The RMP2 row looks wrong. RMP2 starts from RHF, which lies 108 meV above UHF, yet it ends about 10 meV closer to the reference than UMP2. The letter R means that both spins share their spatial orbitals, and U that each spin has its own, so that the two unpaired electrons of this triplet can polarise the paired ones. RMP2 makes up for the constraint with single replacements of orbitals, which recover about half of the gap, and with a larger pair energy. The order of the two MP2 rows means little, because the treatment of the cores alone can shift energies by up to 20 meV.

Ansatz 0.2.0: Hartree-Fock, MP2 and coupled-cluster total energies of neutral triplet HSi–AlH₂ relative to UCCSDT(Q), all in the cc-pVTZ basis with frozen cores, at the PBE0/def2-TZVP minimum. R marks restricted open-shell orbitals and U unrestricted ones; BCCD(T) starts from restricted orbitals.

```
    level  this level less the reference (UCCSDT(Q), same basis) (meV)
      RHF                                                       5816.3
      UHF                                                       5707.9
     RMP2                                                       1256.5
     UMP2                                                       1266.0
    RCCSD                                                        233.0
    UCCSD                                                        228.4
 RCCSD(T)                                                         48.9
 UCCSD(T)                                                         48.2
  BCCD(T)                                                         47.5
   RCCSDT                                                          9.5
   UCCSDT                                                          8.1
RCCSDT(Q)                                                          1.5
```

The choice of orbitals thus soon loses its weight, and what counts is how many electrons may respond to one another at once, and how completely that response is worked out. Along the unrestricted series from UHF to UCCSDT, each step divides the error by a factor between 4.5 and 6. From CCSD upwards, restricted and unrestricted versions of the same level agree within 5 meV.

Hartree-Fock lets each electron feel only the average repulsion of the others. MP2 adds the avoidance within pairs of electrons, but only as a first response to their repulsion. It recovers 78% of the correlation energy that UHF lacks relative to the reference, and UMP2 still misses about 1.3 eV. CCSD (coupled cluster with single and double replacements) lets the pair responses act back on themselves and on each other, which raises the share to 96%. Theory expects this to matter for aluminium and silicon, whose empty 3p orbitals lie close to the filled ones and make the first response a poor estimate.

A set of helium atoms far apart shows what CCSD leaves out. Each atom holds one pair, so CCSD is exact there within the basis, however many atoms there are, while MP2 is not. In HSi–AlH₂ the ten valence electrons occupy neighbouring bonds and orbitals, and there the analogy ends: a third electron now responds while two others avoid each other. At similar gaps between filled and empty orbitals, a molecule with more electrons crowded into the same region should therefore need these triple replacements more.

The suffix (T) adds the triples as a correction after CCSD, whereas CCSDT determines them together with the doubles. The correction catches 82% of the full effect. It leaves out the coupling among triples and keeps the pairs as CCSD left them, whereas in CCSDT the pairs readjust. The calculation shows this: the largest amplitude among the double replacements is about 31% higher in UCCSDT than in UCCSD. A single amplitude exaggerates the change, though, because the correlation energy as a whole grows by only about 4%.

The error of UCCSD(T) can be split by subtracting rows, with no fitted constant:

error of UCCSD(T) = (UCCSD(T) − UCCSDT) + UCCSDT
48.2 meV = 40.1 meV + 8.1 meV

The first part is what (T) misses of the triples. The second is the quadruple correction (Q), which the reference contains and UCCSDT lacks. The split is exact relative to this reference, but the reference is itself approximate. The 1.5 meV of RCCSDT(Q) therefore shows how far the result depends on the starting orbitals, not how close it is to the exact energy.

Better orbitals do not repair CCSD(T) here. BCCD(T), which adapts the orbitals to the correlated pairs, lies within 1.4 meV of the restricted and unrestricted versions. The T1 diagnostic, a measure of the single replacements, is 0.026 with restricted orbitals and 0.021 with unrestricted ones. Such values, slightly above a rough warning mark of 0.02, are in this molecule no reason to change the orbitals.

The full triples are expensive. Let o = 5 be the mean number of correlated occupied orbitals per spin and v = 95 that of empty ones. A CCSD cycle costs about o²v⁴, the single (T) step o³v⁴ and a CCSDT cycle o³v⁵. With the 14 and 17 cycles that the runs took,

CCSDT / CCSD(T) ≈ 17 o³v⁵ / (14 o²v⁴ + o³v⁴) = 17 o v / (14 + o) ≈ 425

This count ignores prefactors and symmetry, so it means hundreds of times the work and no more. By the same count, (T) adds only about a third to the work of CCSD. The printed analysis after this text lists these ratios and steps.

CCSD(T) is therefore the sensible standard level here: its error is 1.1 kcal/mol, against more than 5 for CCSD. Fragments with Al–Si bonds could matter where aluminium and silicon are deposited from hydride vapours for contacts. If the whole error entered a reaction barrier, a rate at 700 K would be wrong by a factor of about 2 with UCCSD(T) and 44 with UCCSD. In practice part of it should cancel between reactant and transition state.

CCSDT pays only when a few tens of meV decide the question. All these errors are taken within one triple-zeta basis, and correlation energies are known to converge slowly with the basis. A larger basis with CCSD(T) is thus usually the better first investment.

Printed output of the fit:

```
Errors in other units:
        row  error in kJ/mol  error in kcal/mol
        RHF            561.2              134.1
        UHF            550.7              131.6
       RMP2            121.2              28.98
       UMP2            122.2              29.19
      RCCSD            22.48              5.373
      UCCSD            22.04              5.267
   RCCSD(T)            4.718              1.128
   UCCSD(T)            4.651              1.112
    BCCD(T)            4.583              1.095
     RCCSDT           0.9166             0.2191
     UCCSDT           0.7815             0.1868
  RCCSDT(Q)           0.1447            0.03459
One kcal/mol in meV: 43.36
Share of correlation beyond UHF recovered by UMP2 in %: 77.82
Share of correlation beyond UHF recovered by UCCSD in %: 96
Share of correlation beyond UHF recovered by UCCSD(T) in %: 99.16
Share of correlation beyond UHF recovered by UCCSDT in %: 99.86
Lowering from UHF to UMP2 in meV: 4442
Lowering from UMP2 to UCCSD in meV: 1038
Lowering from UCCSD to UCCSD(T) in meV: 180.2
Lowering from UCCSD(T) to UCCSDT in meV: 40.1
Error ratio UHF to UMP2: 4.509
Error ratio UMP2 to UCCSD: 5.543
Error ratio UCCSD to UCCSD(T): 4.739
Error ratio UCCSD(T) to UCCSDT: 5.951
Share of the full triples lowering caught by (T) in the U family in %: 81.8
RHF less UHF in meV: 108.4
RMP2 less UMP2 in meV: -9.5
RCCSD less UCCSD in meV: 4.6
RCCSD(T) less UCCSD(T) in meV: 0.7
RCCSDT less UCCSDT in meV: 1.4
Spread of the three (T) levels with different orbitals in meV: 1.4
Singles term of RMP2 as share of the RHF to UHF gap in %: 49.27
Growth of the largest doubles amplitude from UCCSD to UCCSDT in %: 31.23
Rough work of the (T) step relative to all CCSD cycles: 0.3571
Rough work of CCSDT relative to CCSD(T) by leading powers: 425
Rate factor at 700 K if the UCCSD error stayed whole in a barrier: 44.1
Rate factor at 700 K if the UCCSD(T) error stayed whole in a barrier: 2.223
```
